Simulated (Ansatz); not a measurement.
Appearance energy of a fragment ion: C5H13AlS → C2H6Al+ + C3H7S + e⁻

Species: C5H13AlS `CC(C)[S][Al]([CH3])[CH3]`, singlet; C2H6Al+ `[CH3][Al+][CH3]`, singlet; C3H7S `CC(C)[S]`, doublet. 

Shapes, held fixed at every level: PBE0-D4/def2-TZVP. Flexible molecules stand in one conformer, not always the lowest. Programs: Ansatz 0.2.0. Electronic energies: no zero-point or thermal term.

Task: Estimate ΔE of this reaction.

Result: The highest level, CCSD(T)/CBS estimate, gives ΔE = +10.41 eV; the levels span +8.82 to +10.41. The column of differences is taken from that level and isn't an error. No measured value is set beside it here. Open shells run unrestricted unless RO is named. The CBS estimate extrapolates MP2 from def2-TZVPP and def2-QZVPP and adds CCSD(T) − MP2 in the triple-zeta set, cores frozen. The onset seen in experiment also holds zero-point changes and kinetic shifts.

```json
{"level": "HF/def2-SVP", "kind": "Hartree–Fock", "ΔE (eV)": "+8.82", "less CCSD(T)/CBS estimate": "-1.59"}
{"level": "BHLYP-D4/def2-TZVPP", "kind": "global hybrid", "ΔE (eV)": "+10.10", "less CCSD(T)/CBS estimate": "-0.31"}
{"level": "PBE0-D4/def2-TZVPP", "kind": "global hybrid", "ΔE (eV)": "+10.23", "less CCSD(T)/CBS estimate": "-0.18"}
{"level": "wB97X-V/def2-TZVPP", "kind": "range-separated hybrid", "ΔE (eV)": "+10.25", "less CCSD(T)/CBS estimate": "-0.16"}
{"level": "B2PLYP/def2-TZVPP", "kind": "double hybrid", "ΔE (eV)": "+10.04", "less CCSD(T)/CBS estimate": "-0.37"}
{"level": "MP2/def2-SVP", "kind": "perturbation theory", "ΔE (eV)": "+9.98", "less CCSD(T)/CBS estimate": "-0.43"}
{"level": "CCSD/def2-TZVPP", "kind": "coupled cluster or CI", "ΔE (eV)": "+10.09", "less CCSD(T)/CBS estimate": "-0.32"}
{"level": "CCSD(T)/CBS estimate", "kind": "coupled cluster or CI", "ΔE (eV)": "+10.41", "less CCSD(T)/CBS estimate": "0.00"}
```

Forming the dimethylaluminium cation from the monomeric thiolate costs +10.41 eV at the highest level. This energy combines homolysis of the Al–S bond with ionisation of the resulting dimethylaluminium radical. The electron removed in the second step comes from a largely aluminium-centred orbital, leaving a closed-shell, strongly Lewis-acidic cation. Separation also removes the polar Al–S σ bond and any donation from sulfur lone pairs into the formally empty aluminium 3p orbital.

Hartree–Fock gives the lowest value because the parent contains one more electron pair than the products, so neglecting correlation destabilises it preferentially. The rise from +8.82 to +9.98 eV between Hartree–Fock and MP2 in the same basis shows this directly. The remaining gap between CCSD and the highest level probably reflects both triple excitations and basis-set incompleteness, which these data cannot separate.

Because dialkylaluminium thiolates commonly associate through sulfur bridges, the result applies to the monomer and not to fragmentation of a bridged oligomer, where additional Al–S bonds must break.
